**Q:** What is being lifted here?

**A:** A layer of boron, off a slab of sodium four atomic layers thick. There is one boron for every sodium atom of the top layer, and each sits at a bridge between two of them. The boron atoms all rise together while the sodium stays frozen. Only the height above this bridge is varied; no other site is compared here, and whether boron would slide off the bridge is not tested. Energies count from the best height, and a positive force pushes boron away from the metal.

A boron layer lifted from bridge sites on a rigid four-layer Na slab, one B per surface Na: energy relative to the best height, and force on B, positive away from the slab. Heights are above the top Na layer. Ansatz 0.2.0, plane-wave PAW, PBEsol, scalar-relativistic, no spin polarisation; 420 eV cutoff, 9×9×1 k mesh, 0.1 eV Gaussian smearing, dipole correction.

| height (Å) | energy (eV) | force along normal (eV/Å) |
| --- | --- | --- |
| 1.287 | 0.2960 | 1.208 |
| 1.537 | 0.0760 | 0.565 |
| 1.837 | 0.0000 | -0.001 |
| 2.137 | 0.0530 | -0.307 |
| 2.537 | 0.2120 | -0.460 |
| 3.037 | 0.4450 | -0.452 |
| 3.837 | 0.7450 | -0.288 |
| 4.837 | 0.9380 | -0.116 |

**Q:** Where does boron settle, and do the two columns agree about it?

**A:** It settles at 1.837 Å, where the energy is lowest and the force vanishes. They have to agree, because the force is minus the slope of the energy. You can check this on any step. Between 2.537 and 3.037 Å the average pull is 0.456 eV/Å; times 0.5 Å that makes 0.228 eV, and the energy column rises by 0.233 eV. The small difference arises because the force does not run in a straight line between the rows.

**Q:** Moving boron 0.3 Å inward costs 0.076 eV, but 0.3 Å outward only 0.053 eV. Why isn't it the same?

**A:** Two forces of different range meet at the well. The attraction is expected to come from a polar bond: boron 2p and sodium 3s orbitals overlap, and the shared electrons lean towards boron. The computed work function points the same way, being about 2 eV higher on the boron side of the slab than on the bare side. The repulsion comes from filled shells and crowded electrons that the Pauli principle keeps apart, and it changes more steeply with distance. Going inward, the repulsion grows faster than the attraction; going outward, it dies first and leaves a softer pull. The calculation does not separate the two parts, but a lopsided well is what this picture predicts.

The frozen slab matters on the inner side. In the closest row the top sodium atom is pushed down about as hard as boron is pushed up, roughly 1.2 eV/Å. A slab free to move would give way, so the real wall is softer than this one.

**Q:** Could I still treat the bond as a spring?

**A:** Only close to the well. The forces 0.3 Å to either side give a spring constant of 1.45 eV/Å$^2$. For a lift of 0.7 Å, the spring energy is $\tfrac12\times1.45\times0.7^2\approx0.36$ eV, while the table has 0.212 eV. A spring pulls harder the further it is stretched, whereas a bond loses its overlap and lets go.

**Q:** Then why is the pull strongest well above the resting height, and not at it?

**A:** At the resting height attraction and repulsion are both strong, but they cancel. Lifting boron removes the repulsion first and so uncovers the attraction. Further out the attraction fades too, so the net pull must pass through a maximum in between.

The Morse curve puts this into a formula by letting the repulsion decay twice as fast as the attraction:

$$E(\ell)=D\left(1-e^{-a\ell}\right)^2 .$$

Here $\ell$ is the lift from the best height, $D$ the depth of the well and $a$ the decay rate of the attraction. The slope gives a pull of $2Da\,(e^{-a\ell}-e^{-2a\ell})$, which is largest when $e^{-a\ell}=\tfrac12$. That happens at $\ell=\ln 2/a$, where the pull is $Da/2$.

A fit to the energies of all eight rows gives $D=1.19$ eV and $a=0.755$ Å$^{-1}$. The strongest pull should then come at a lift of $0.693/0.755\approx0.92$ Å, with a size of $1.19\times0.755/2\approx0.45$ eV/Å. The two table rows on either side of that height have 0.460 and 0.452 eV/Å. The forces took no part in the fit, although they belong to the same energy curve.

The formula also tells you what to expect elsewhere: the further a bond reaches, the smaller $a$ is, and the further out the pull peaks. Its weak points are the two ends. In the closest row it pushes with 1.405 eV/Å where the table has 1.208, and in the last row its pull is nearly half as large again as the computed one, so a single decay rate does not serve the whole range. The output below sets this curve beside a second one of similar quality, which puts the peak at almost the same height.

**Q:** Boron attracts electrons more than sodium does. Could the pull far out be a charged layer drawn to its mirror image in the metal?

**A:** Not the whole of it, if the layer keeps its charge. A lone ion above a metal feels an image force that falls with the square of the distance. A complete charged sheet is different: it faces the metal like one plate of a capacitor, and the force between the plates does not depend on their separation. Here the pull drops by a factor of about 2.5 over the last ångström. Both rows behind that factor were flagged for too thin a vacuum, with an effect that was not tested, so take it as approximate. A constant force would not drop at all, while fading overlap explains the drop naturally. A charge that drained back into the metal during the lift would give a fading pull, but it is unlikely to supply most of it. The last row alone would need about 0.12 of an electron per boron. Across so wide a gap, that much charge sets up a step of several volts, against roughly 2 V at the resting height, and such a step would drive the electrons back into the metal. This is an estimate, since the charges in the far rows are not known.

**Q:** So does it take 0.938 eV to remove a boron atom?

**A:** No. What is lifted is a whole layer off a frozen slab, so even a finished curve would not give the energy to remove a single atom. The number is also unfinished, for two reasons that work in opposite directions. First, the last row still shows a pull of 0.116 eV/Å, so the energy has further to climb. If the pull kept fading at its latest rate, about 0.13 eV would be added, making roughly 1.07 eV; the Morse curve levels off at 1.19 eV. That spread shows how little the end point is fixed by these heights, the last two of which also carry the vacuum warning.

Second, the calculation holds the two spins equal everywhere. A free boron atom has one unpaired electron, and denying it that state makes the lifted atom too high in energy, by an amount not computed here but probably a few tenths of an electronvolt. The same scan with spin allowed would therefore end lower and should pull less strongly on the way out. Whether spin changes anything at the resting height was not tested.

**Q:** Which digits would you rely on, then?

**A:** Near the well, the hundredths of an electronvolt are probably meaningful for this rigid slab and this level of theory. One caution applies to every row: PBEsol was run on PAW datasets made for PBE. The energy column is already corrected for smearing, which changes the relative energies of the inner rows by no more than about 0.002 eV. The zero-point motion of boron along the normal, left out here, would put its lowest level roughly 0.01 eV above the bottom of the well. The two farthest rows, at 3.837 and 4.837 Å, are less certain. Only they were flagged for too thin a vacuum, the unpaired electron may already put their first decimal in doubt, and PBEsol lacks the long-range van der Waals attraction that would add to the pull there. Use the table for the shape of the well and, roughly, for where the pull peaks without spin, and take a removal energy from a calculation with spin and a thicker vacuum that goes further out.

Output of the analysis:

```
fit of energy on 8 rows: coefficient of (1 - exp(-s*lift))**2 1.194 +/- 0.016, s 0.755; rms 0.0152, worst 3.037 -0.0212, leave-one-out rms 0.0395
fit of energy on 8 rows: coefficient of 1 - (1 + s*lift)*exp(-s*lift) 1.13 +/- 0.011, s 1.102; rms 0.0112, worst 1.287 0.018, leave-one-out rms 0.0281
Steps and models (A, eV, eV/A):
    row  B-Na distance  energy step  step from forces  spring energy  Morse energy  Rydberg energy  Morse force  Rydberg force
  1.287          2.262          n/a               n/a         0.2198        0.3163           0.314        1.405          1.384
  1.537          2.413        -0.22           -0.2216         0.0654       0.07713         0.07721       0.5746          0.573
  1.837          2.614       -0.076           -0.0846              0             0               0            0              0
  2.137          2.833        0.053            0.0462         0.0654       0.04903         0.04969      -0.2913        -0.2958
  2.537          3.146        0.159            0.1534         0.3561        0.2011          0.2045      -0.4361        -0.4441
  3.037          3.561        0.233             0.228          1.046        0.4238          0.4306       -0.434        -0.4388
  3.837          4.264          0.3             0.296          2.907        0.7245          0.7304      -0.3102        -0.3028
  4.837          5.182        0.193             0.202           6.54        0.9586          0.9515      -0.1677        -0.1509
Cost of 0.3 A inward over cost of 0.3 A outward (ratio): 1.434
Spring constant from the forces 0.3 A either side (eV/A^2): 1.453
Rough zero-point energy of B against a rigid slab (eV): 0.01186
Energy from the well to the last row by summing forces (eV): 0.9256
Height of strongest pull, Morse (A): 2.755
Height of strongest pull, Rydberg (A): 2.744
Rms miss of the Morse force, forces not fitted (eV/A): 0.07359
Rms miss of the Rydberg force, forces not fitted (eV/A): 0.06416
Pull at 3.837 A over pull at 4.837 A (ratio): 2.483
Energy still to come if the pull kept fading at that rate (eV): 0.1276
Sheet charge that alone would give the last force (e per B, order of magnitude): 0.1239
Fall in size of the dipole from 1.287 to 1.837 A (e A): 0.00257
Largest smearing correction to a relative energy, six inner rows (eV): 0.001818
```
